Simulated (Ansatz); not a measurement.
Zn: pressure and energy change per atom against volume scale

Plane-wave DFT, scalar-relativistic PAW made under PBE with cores redone for the functional, no dispersion; the given relaxed cell is scaled uniformly, energy at zero smearing counts from the unscaled cell, pressure at the given Fermi-Dirac smearing is positive in compression. The results are calculated, by Ansatz 0.2.0.

The cell before it is scaled or strained (space group Fd-3m, No. 227):
```
Zn
1.0
      0.0000     2.8266     2.8266
      2.8266     0.0000     2.8266
      2.8266     2.8266     0.0000
Zn
2
Direct
  0.12500 0.12500 0.12500
  0.87500 0.87500 0.87500
```

Settings of every row: spin polarised no; functional PBEsol; wave cutoff 420 eV; smearing width 0.1 eV; k mesh 11x11x11.

Atom starting moment: 0 on all atoms.

Limits: the cell comes from a prototype or a list of computed structures and needn't be the stable phase.

```csv
row,volume scale,V (Å³/atom),pressure (GPa),energy change per atom (meV)
1,0.88,19.874,6.38,46.48
2,0.92,20.777,3.72,18.51
3,0.96,21.68,1.64,4.02
4,1.04,23.487,?,?
5,1.08,24.39,-2.19,14.08
6,1.12,25.294,-2.95,29.02
```

Question: what pressure and energy change per atom should row 4 give?

Worked fit of pressure. Take u = (V_r/V)^(2/3) − 1 with V_r = 21.68 Å³ an atom, which is twice the finite (Eulerian) strain; such expansions in the strain, on which the Birch-Murnaghan equation of state is built, carry the rest volume and the bulk modulus. The shown rows have u = 0.0597, 0.02877, 0, -0.07552, -0.09768. Least squares give pressure = 1.647 + 66.8 × u + 204.9 × u² GPa; a straight line predicts inner rows, each left out in turn, worse (root mean square 0.54 against 0.043 GPa). The rows lie off it by 0.01, -0.02, -0.01, 0.04, -0.03. The pressure vanishes at u = -0.0269, or V = 22.58 Å³ an atom, and there the bulk modulus at fixed shape and fractions is B = −V dP/dV = (2/3)(1 + u) dP/du = 36.2 GPa. The withheld row has u = -0.05197, so the fit gives 1.647 + 66.8 × (-0.05197) + 204.9 × (-0.05197)² = -1.27 GPa.

The calculation gave -1.22 GPa. The fit lies 0.05 GPa (4.1 % of the value, 0.54 % of the column's range) below it; its largest miss of a shown row is 0.04 GPa.

Worked fit of energy change per atom. Take u = (V_r/V)^(2/3) − 1 with V_r = 21.68 Å³ an atom, which is twice the finite (Eulerian) strain; such expansions in the strain, on which the Birch-Murnaghan equation of state is built, carry the rest volume and the bulk modulus. The shown rows have u = 0.0597, 0.02877, 0, -0.07552, -0.09768. Least squares give energy change per atom = 4.075 + 339.41 × u + 6136.2 × u² meV; a straight line predicts inner rows, each left out in turn, worse (root mean square 16 against 0.74 meV). The rows lie off it by 0.27, -0.41, -0.06, 0.64, -0.45 (root mean square 0.41 meV). The withheld row has u = -0.05197, so the fit gives 4.075 + 339.41 × (-0.05197) + 6136.2 × (-0.05197)² = 3.01 meV.

The calculation gave 3.97 meV. The fit lies 0.96 meV (24 % of the value, 2.3 % of the column's range) below it; its largest miss of a shown row is 0.64 meV.
